\section*{Appendix: Hexagonal warping of spin-split surface bands with $C_{3v}$ symmetry}

A Kramers doublet at the centre $\bar\Gamma$ of a surface Brillouin zone with point group $C_{3v}$ splits isotropically at first order in the wave vector. The first anisotropic term is cubic. It makes the constant-energy contours hexagonal and tilts the spin out of the surface plane. Fu (2009) introduced it for the Dirac cone of topological insulators. Symmetry allows the same term in the Rashba alloy Bi/Ag(111), whose surface bands are not topological and carry a large band-mass term, so that term is kept below.

\subsection*{Premises and conventions}

(i) The surface is non-magnetic, so time reversal $\Theta$ is a symmetry, and the group of $\bar\Gamma$ is $C_{3v}$. (ii) One doublet at $\bar\Gamma$ is separated in energy from all other states. L\"owdin partitioning then gives a Hermitian $2\times2$ matrix $H(\mathbf k)$ that is a power series in $k_x,k_y$. (iii) The doublet transforms like spin $1/2$.

The $z$ axis is the outward normal and $yz$ is a mirror plane. We write $k_\pm=k_x\pm ik_y=ke^{\pm i\theta}$ and $\sigma_\pm=\sigma_x\pm i\sigma_y$, with Pauli matrices acting on the doublet. Energies are counted from the doublet at $\bar\Gamma$. The linear coefficient $\alpha=\hbar v$ is in J\,m and the cubic coefficient $\lambda$ in J\,m$^3$. We take $\alpha>0$, since its sign only fixes the sense of the in-plane spin winding, and $\lambda>0$, since reversing $x$ and $y$ together reverses its sign.

On an unreconstructed fcc(111) face the mirror planes contain $\langle11\bar2\rangle$, the $\bar\Gamma\bar M$ directions of the $1\times1$ zone, so $x$ lies along $\langle1\bar10\rangle$. The $(\sqrt3\times\sqrt3)R30^\circ$ cell of Bi/Ag(111) keeps these mirrors and turns the zone by $30^\circ$. In the zone of the alloy, marked by primes, $x$ is along $\bar\Gamma\bar M'$ and the mirror lines $\theta=\pi/6+m\pi/3$ are along $\bar\Gamma\bar K'$.

\subsection*{The Hamiltonian from symmetry}

Any Hermitian $2\times2$ matrix can be written
\begin{equation}
H=d_0+d_z\sigma_z+\tfrac12(d_-\sigma_++d_+\sigma_-),\qquad d_\pm=d_x\pm id_y ,
\label{eq:gen}
\end{equation}
with real $d_0,d_x,d_y,d_z$. A monomial $k_+^ak_-^b$ equals $k^{a+b}e^{in\theta}$ with $n=a-b$, so by premise (ii) the harmonic $e^{in\theta}$ comes with $k^{|n|}$ times a power series in $k^2$. It remains to find the allowed $n$.

\emph{Time reversal.} With $\Theta=i\sigma_yK$ and $K$ complex conjugation, invariance reads $H(-\mathbf k)=\sigma_yH(\mathbf k)^*\sigma_y$. Since $\sigma_y\sigma_j^*\sigma_y=-\sigma_j$, $d_0$ is even and $\mathbf d$ is odd in $\mathbf k$: even $n$ in $d_0$, odd $n$ in $d_z$ and $d_+$.

\emph{Rotation.} A rotation by $2\pi/3$ acts as $U=e^{-i\pi\sigma_z/3}$, and $H(k,\theta+2\pi/3)=UH(k,\theta)U^\dagger$. With $\omega=e^{2\pi i/3}$ one has $U\sigma_zU^\dagger=\sigma_z$ and $U\sigma_-U^\dagger=\omega\sigma_-$, while $e^{in\theta}$ acquires $\omega^n$. Hence $n\equiv0$ (mod 3) in $d_0$ and $d_z$, and $n\equiv1$ (mod 3) in $d_+$. Together with the parity rule this gives, modulo 6, $n\equiv0$ for $d_0$, $n\equiv3$ for $d_z$ and $n\equiv1$ for $d_+$.

\emph{Mirror.} The reflection $x\to-x$ is inversion, which leaves spin alone, times a twofold rotation about $x$, represented by $-i\sigma_x$. So $H(k,\pi-\theta)=\sigma_xH(k,\theta)\sigma_x$. From $\sigma_x\sigma_z\sigma_x=-\sigma_z$ and $\sigma_x\sigma_\pm\sigma_x=\sigma_\mp$,
\begin{equation}
d_0(\pi-\theta)=d_0(\theta),\quad d_z(\pi-\theta)=-d_z(\theta),\quad d_+(\pi-\theta)=d_+(\theta)^* .
\end{equation}
The first condition keeps $\cos6\theta$ and drops $\sin6\theta$. For the second, $\cos(3\pi-3\theta)=-\cos3\theta$ passes and $\sin(3\pi-3\theta)=+\sin3\theta$ fails. For the third, a term $Ae^{in\theta}$ with odd $n$ requires $-A=A^*$, so $A$ is imaginary. The complete form through sixth order is
\begin{align}
d_0&=\beta(k)k^2+c\,k^6\cos6\theta,\nonumber\\
d_+&=i\alpha(k)\,ke^{i\theta}+i\zeta k^5e^{-5i\theta},\label{eq:full}\\
d_z&=\lambda(k)\,k^3\cos3\theta,\nonumber
\end{align}
where $\alpha,\beta,\lambda$ are real series in $k^2$, $c$ and $\zeta$ are real, and $\beta(0)=\hbar^2/2m^*$. The term $d_+=i\alpha k_+$ means $d_x=-\alpha k_y$, $d_y=\alpha k_x$, and $k^3\cos3\theta=(k_+^3+k_-^3)/2$. Keeping the leading coefficient of each of the three lowest structures gives
\begin{equation}
H=\beta k^2+\alpha(k_x\sigma_y-k_y\sigma_x)+\frac\lambda2(k_+^3+k_-^3)\sigma_z .
\label{eq:H}
\end{equation}
The second term is the Bychkov--Rashba coupling and the third is the only anisotropic term up to fourth order. Premise (iii) matters here: for the other kind of doublet, $j_z=\pm3/2$, one has $U=-1$, all components of $\mathbf d$ have $n\equiv3$ (mod 6), and no linear term exists.

\subsection*{Spectrum and spin texture}

Because the Pauli matrices anticommute, $(\mathbf d\cdot\boldsymbol\sigma)^2=|\mathbf d|^2$, and the trace of $\mathbf d\cdot\boldsymbol\sigma$ vanishes. The two branches $s=\pm1$ of Eq.~\eqref{eq:H} are therefore
\begin{equation}
E_s=\beta k^2+s\Delta,\qquad \Delta=|\mathbf d|=\sqrt{\alpha^2k^2+\lambda^2k^6\cos^23\theta}.
\label{eq:E}
\end{equation}
The energy is sixfold symmetric on a threefold surface, as time reversal requires $E_s(-\mathbf k)=E_s(\mathbf k)$. The projector on branch $s$ is $P_s=\frac12(1+s\,\mathbf d\cdot\boldsymbol\sigma/\Delta)$, and $\mathrm{tr}(\sigma_i\sigma_j)=2\delta_{ij}$ gives
\begin{equation}
\langle\boldsymbol\sigma\rangle_s=\mathrm{tr}(P_s\boldsymbol\sigma)=\frac{s}{\Delta}\bigl(-\alpha k\sin\theta,\ \alpha k\cos\theta,\ \lambda k^3\cos3\theta\bigr).
\label{eq:spin}
\end{equation}
The denominator is the half-splitting $\Delta$, which equals $|E_s|$ only for $\beta=0$. The component $\langle\sigma_z\rangle$ vanishes on the mirror lines, alternates in sign between the six sectors and averages to zero over a closed contour. At small $k$ it is $s(\lambda k^2/\alpha)\cos3\theta$.

The matrices $\boldsymbol\sigma$ describe a pseudospin. The true spin $S_z$, projected on the doublet, is odd under $\Theta$ and under the mirror and invariant under the rotation. The rules above then allow
\begin{equation}
\frac{2S_z}{\hbar}=g\sigma_z+i\mu\,(k_+^2\sigma_+-k_-^2\sigma_-)+\dots
\label{eq:true}
\end{equation}
with real $g$ and $\mu$ and $|g|\le1$. At small $k$, Eq.~\eqref{eq:spin} gives $\langle\sigma_+\rangle_s=s\,ie^{i\theta}$, so that $2\langle S_z\rangle/\hbar=s(g\lambda/\alpha-2\mu)k^2\cos3\theta$. The angular form is fixed by symmetry, and the amplitude is not fixed by $\lambda/\alpha$ alone.

\subsection*{Loss of convexity of the Dirac cone}

Set $\beta=0$ and introduce
\begin{equation}
k^*=\sqrt{\alpha/\lambda},\qquad E^*=\alpha k^*=\hbar v\sqrt{\hbar v/\lambda},\qquad q=k/k^*,\qquad\varepsilon=|E|/E^* .
\end{equation}
The contour is the level line $F=\varepsilon^2$ of $F=q^2+q^6\cos^23\theta$. Since $\partial_qF>0$, it is a single closed curve around $\bar\Gamma$ and $\mathbf g=\nabla F$ points outward. Let $\mathbf r(l)$ run along it with arc length $l$ and unit tangent $\mathbf t$. Differentiating $F(\mathbf r(l))=\varepsilon^2$ twice gives $\mathbf t\cdot\mathcal H\mathbf t+\mathbf g\cdot\mathbf r''=0$, with $\mathcal H$ the Hessian. Writing $\mathbf r''=-\kappa\,\mathbf g/|\mathbf g|$, so that $\kappa>0$ on a convex arc, and $\mathbf t=(-g_\theta,g_q)/|\mathbf g|$ in the orthonormal polar frame,
\begin{equation}
\kappa=\frac{N}{|\mathbf g|^3},\qquad N=\mathcal H_{\theta\theta}g_q^2-2\mathcal H_{q\theta}g_qg_\theta+\mathcal H_{qq}g_\theta^2 .
\end{equation}
In this frame $g_q=F_q$, $g_\theta=F_\theta/q$, $\mathcal H_{qq}=F_{qq}$, $\mathcal H_{q\theta}=F_{q\theta}/q-F_\theta/q^2$ and $\mathcal H_{\theta\theta}=F_{\theta\theta}/q^2+F_q/q$. With $u=q^4$, $C=\cos3\theta$, $S=\sin3\theta$ and $w=C^2$,
\begin{align}
g_q&=2q(1+3uw),& g_\theta&=-6quCS,\nonumber\\
\mathcal H_{qq}&=2+30uw,&\mathcal H_{q\theta}&=-30uCS,\\
\mathcal H_{\theta\theta}&=2+18u-30uw.\nonumber
\end{align}
Inserting these with $C^2S^2=w(1-w)$,
\begin{align}
\frac{N}{8q^2}&=(1+9u-15uw)(1+3uw)^2-90u^2w(1-w)(1+3uw)\nonumber\\
&\quad+9u^2w(1-w)(1+15uw).
\end{align}
The coefficient of $u$ is $9-9w$. That of $u^2$ is $(54w-81w^2)-81w(1-w)=-27w$, and that of $u^3$ is $(81w^2-135w^3)-135w^2(1-w)=-54w^2$. In terms of $p=uw$, which obeys $0\le p\le u$,
\begin{equation}
\frac{N}{8q^2}=1-9p+9u\,(1-3p-6p^2),\qquad\varepsilon^4=u(1+p)^2 .
\label{eq:N}
\end{equation}
Suppose $p<1/6$. The bracket then exceeds $1-\frac12-\frac16=\frac13>0$, so replacing $u$ by the smaller $p$ gives a lower bound,
\begin{equation}
\frac{N}{8q^2}\ge1-27p^2-54p^3=(1-6p)(1+3p)^2>0 .
\end{equation}
A point with $N\le0$ therefore needs $u\ge p\ge1/6$, and so $\varepsilon^4\ge\frac16\left(\frac76\right)^2=\frac{49}{216}$. Equality requires $u=p=1/6$, that is $w=1$, and there the bound is attained and $N=0$. Along $w=1$, $N\propto(1-6u)(1+3u)^2$ stays negative for $u>1/6$, and $u$ grows with $\varepsilon$. The contour is thus strictly convex below, and has concave arcs at all energies above,
\begin{equation}
|E_c|=\frac{\sqrt7}{6^{3/4}}\,E^*\approx0.690\,\hbar v\sqrt{\hbar v/\lambda}.
\label{eq:Ec}
\end{equation}
Concavity sets in at the six points $\theta=m\pi/3$ with $k_c=6^{-1/4}k^*\approx0.639\,k^*$, where $|\langle\sigma_z\rangle|=\sqrt{u/(1+u)}=1/\sqrt7\approx0.378$. On the mirror lines $p=0$ and $N=8q^2(1+9u)>0$: these are the tips of the resulting six-pointed star.

\subsection*{The band-mass term}

For $\beta\ne0$ we evaluate the curvature on the two families of symmetry lines. A negative value there proves concavity, and a positive value describes that point only. On these lines $\partial_\theta E_s=0$, so the contour $k(\theta)$ has $k'=0$, and differentiating $E_s(k(\theta),\theta)=E$ twice gives $k''=-\partial_\theta^2E_s/\partial_kE_s$. A polar curve with $k'=0$ has curvature $\kappa=(k-k'')/k^2$, positive when it bends towards $\bar\Gamma$.

At $\theta=0$, $\cos^23\theta\simeq1-9\theta^2$ gives $\partial_\theta^2\Delta=-9\lambda^2k^6/\Delta$, and $\partial_k\Delta=(\alpha^2k+3\lambda^2k^5)/\Delta$. At $\theta=\pi/6+\phi$, $\cos^23\theta\simeq9\phi^2$ gives $\partial_\theta^2\Delta=9\lambda^2k^5/\alpha$, and $\partial_k\Delta=\alpha$. With $\partial_kE_s=2\beta k+s\,\partial_k\Delta$,
\begin{align}
\kappa k\big|_{0}&=\frac{\alpha^2-6\lambda^2k^4+2s\beta\Delta}{\alpha^2+3\lambda^2k^4+2s\beta\Delta},\label{eq:k0}\\
\kappa k\big|_{\pi/6}&=1+\frac{9\lambda^2k^4}{\alpha^2+2s\beta\alpha k}.\label{eq:k30}
\end{align}
For $\beta=0$, Eq.~\eqref{eq:k0} vanishes at $u=1/6$, as found above. Take now $\beta<0$, as in Bi/Ag(111), and define
\begin{equation}
k_0=\frac{\alpha}{2|\beta|},\qquad E_R=\frac{\alpha k_0}{2},\qquad x=\frac{k}{k_0},\qquad\eta=\frac{\lambda k_0^2}{\alpha}.
\end{equation}
On a mirror line $E_+=E_R(2x-x^2)$, with its maximum $E_R$ at $x=1$.

On the lower branch $s\beta>0$. Equation~\eqref{eq:k30} is then positive, and Eq.~\eqref{eq:k0} turns negative when
\begin{equation}
6\eta^2x^4>1+x\sqrt{1+\eta^2x^4},
\label{eq:low}
\end{equation}
which lies at larger $k$ than $k_c$: the mass term delays the concavity.

On the outer contour of the upper branch $\partial_kE_+<0$. The denominator of Eq.~\eqref{eq:k0}, which is $(\Delta/k)\,\partial_kE_+$, is negative, the numerator is lower still by $9\lambda^2k^4$, and so $\kappa k>1$ at $\theta=0$. Tips and flat sides have changed places relative to the Dirac cone, because the warping raises $E_+$ at $\theta=0$ and a falling band must go to larger $k$ to return to the same energy. On the mirror lines Eq.~\eqref{eq:k30} becomes $\kappa k=1-9\eta^2x^4/(x-1)$ with $x>1$, which is negative when
\begin{equation}
9\eta^2>\frac{x-1}{x^4}.
\label{eq:up}
\end{equation}
The right side has its maximum $27/256$ at $x=4/3$. For $\eta>\sqrt3/16\approx0.108$ the outer contour is concave at every energy below $E_R$. For smaller $\eta$ the curvature on the mirror lines is positive between two roots $x_1<4/3<x_2$ and negative outside them.

\subsection*{Range of validity}

Equation~\eqref{eq:H} is complete in its anisotropy through fourth order, but the anisotropy of the \emph{energy} starts at fifth order. From Eq.~\eqref{eq:full}, $|d_+|^2=\alpha^2k^2+2\alpha\zeta k^6\cos6\theta+O(k^{10})$ and $d_z^2=\frac12\lambda^2k^6(1+\cos6\theta)$, so the leading sixfold part of the energy is
\begin{equation}
\delta E_s=\Bigl[s\Bigl(\frac{\lambda^2}{4\alpha}+\zeta\Bigr)+ck\Bigr]k^5\cos6\theta .
\label{eq:aniso}
\end{equation}
Equations~\eqref{eq:Ec}--\eqref{eq:up} require $|\zeta|$ and $|c|k$ to be small against $\lambda^2/4\alpha$. Symmetry does not fix these coefficients, and two estimates indicate the spread. If the series converge on the scale $k_M=2\pi/\sqrt3a$ of the zone boundary, with $a$ the surface lattice constant, then $|\zeta|\sim\alpha/k_M^4$ and $|c|\sim|\beta|/k_M^4$, and the ratio of $|\zeta|$ to $\lambda^2/4\alpha$ is $4(k^*/k_M)^4$. A second estimate comes from hopping to the six neighbours $\mathbf R_j$ of length $a$ at angles $\varphi_j=\pi/2+j\pi/3$, as in the alloy. Insert $e^{iz\cos\psi}=\sum_ni^nJ_n(z)e^{in\psi}$ with $z=ka$ and $\psi=\theta-\varphi_j$. The sum over $j$ selects $n$ modulo 6, and
\begin{align}
-t\sum_j\cos(\mathbf k\cdot\mathbf R_j)&=-6t\,[J_0+2J_6\cos6\theta+\dots],\\
it'\sum_je^{i\varphi_j}\sin(\mathbf k\cdot\mathbf R_j)&=6it'\,[J_1e^{i\theta}-J_5e^{-5i\theta}+\dots].
\end{align}
With $J_0\simeq1-z^2/4+z^4/64$, $J_1\simeq z/2-z^3/16$, $J_5\simeq z^5/3840$ and $J_6\simeq z^6/46080$, comparison with Eq.~\eqref{eq:full} gives $\beta=3ta^2/2$, $\alpha=3t'a$ and
\begin{equation}
\zeta=-\frac{\alpha a^4}{1920},\quad c=-\frac{\beta a^4}{5760},\quad\frac{\alpha(k)}{\alpha}\simeq1-\frac{z^2}{8},\quad\frac{\beta(k)}{\beta}\simeq1-\frac{z^2}{16}.
\label{eq:lat}
\end{equation}
The results hold when (a) $k^*\ll k_M$, so that $\lambda$ dominates Eq.~\eqref{eq:aniso}; (b) $(ka)^2/8\ll1$; (c) the doublet stays apart from other surface bands and from the projected bulk bands, where premise (ii) fails; and, for Eq.~\eqref{eq:Ec} alone, (d) $|\beta|k_c\ll\alpha$. For Bi$_2$Te$_3$ the typical values $\alpha\approx4.1\times10^{-29}$\,J\,m, $\lambda\approx4.0\times10^{-47}$\,J\,m$^3$ and $a\approx0.438$\,nm give $k^*=1.0$\,nm$^{-1}$, $k_M=8.3$\,nm$^{-1}$ and $4(k^*/k_M)^4=9\times10^{-4}$, so (a) is well met. The nodes of $\langle S_z\rangle$ on the mirror lines follow from symmetry alone and need none of these conditions.

\subsection*{Numerical illustration: Bi/Ag(111)}

For the $sp_z$ doublet we take the typical values $\alpha\approx4.9\times10^{-29}$\,J\,m (0.31\,eV\,nm) and $m^*\approx-0.35\,m_e$, and for Ag the approximate cubic lattice constant 0.409\,nm. The alloy then has $a=0.409\sqrt{3/2}$\,nm $=0.501$\,nm and $k_M=7.2$\,nm$^{-1}$. The cubic coefficient is an assumed one, $\lambda=1.6\times10^{-48}$\,J\,m$^3$, chosen to give a visibly hexagonal outer contour. All numbers below are the model's. They start from $|\beta|=1.74\times10^{-38}$\,J\,m$^2$, $k_0=1.40$\,nm$^{-1}$, $E_R=3.4\times10^{-20}$\,J (0.21\,eV) and $\eta=0.064$.

Equation~\eqref{eq:Ec} would give $k^*=5.5$\,nm$^{-1}$, $E^*=1.7$\,eV, $k_c=3.5$\,nm$^{-1}$ and $|E_c|=1.2$\,eV. The mass term it omits is $|\beta|k_c^2=1.4$\,eV at that point, larger than $|E_c|$, so condition (d) fails and Eqs.~\eqref{eq:k0}--\eqref{eq:up} must be used.

At the energy of the crossing, $E=0$, the outer contour has $x=2$ on the mirror lines. At $\theta=0$ the condition $|\beta|k^2=\Delta$ reads $x=2\sqrt{1+\eta^2x^4}$, whose smaller root is $x=2.08$, a radius larger by 3.8\,\%. The curvatures are $\kappa k=0.40$ on the mirror lines and 1.75 at $\theta=0$: a rounded hexagon with corners along $\bar\Gamma\bar M'$. At the corners Eq.~\eqref{eq:spin} gives $\langle\sigma_z\rangle=\eta x^2/\sqrt{1+\eta^2x^4}=2\eta x=0.27$, against 0.064 at $x=1$. Equation~\eqref{eq:up} has the roots $x_1=1.044$, only 0.4\,meV below $E_R$, and $x_2=2.53$. The sides of the hexagon turn concave beyond $k_2=3.55$\,nm$^{-1}$, at $E=E_R(2x_2-x_2^2)=-4.6\times10^{-20}$\,J ($-0.29$\,eV). The lower branch meets Eq.~\eqref{eq:low} only at $x=4.1$, or 5.8\,nm$^{-1}$, close to the zone boundary and outside the expansion.

The neglected terms are not small at $k_2$, which is $0.49\,k_M$. Relative to $\lambda^2/4\alpha=1.3\times10^{-68}$\,J\,m$^5$, $|\zeta|$ amounts to 0.12 by Eq.~\eqref{eq:lat} and 1.4 by the zone-scale estimate, and $|c|k_2$ to 0.05 and 1.7. The correction $z^2/8$ to $\alpha$ is 0.06 at $k_0$, 0.25 at $2k_0$ and 0.40 at $k_2$, where the correction to $\beta$ is 0.20. Halving $\lambda$ moves $x_2$ to 4.35. The threshold of $-0.29$\,eV therefore indicates a scale of a few tenths of an electronvolt for this parameter set and does not predict a value for the alloy. The out-of-plane spin polarisation of the $sp_z$ band is typically small, of order 0.1, so the model's 0.27, read as a true spin, is too high by a factor of roughly two to three. Equations~\eqref{eq:true} and \eqref{eq:aniso} show where such a gap can arise: $g$ and $\mu$ rescale the spin at fixed dispersion, and $\zeta$ and $c$ can supply part of the hexagonal shape without any tilt.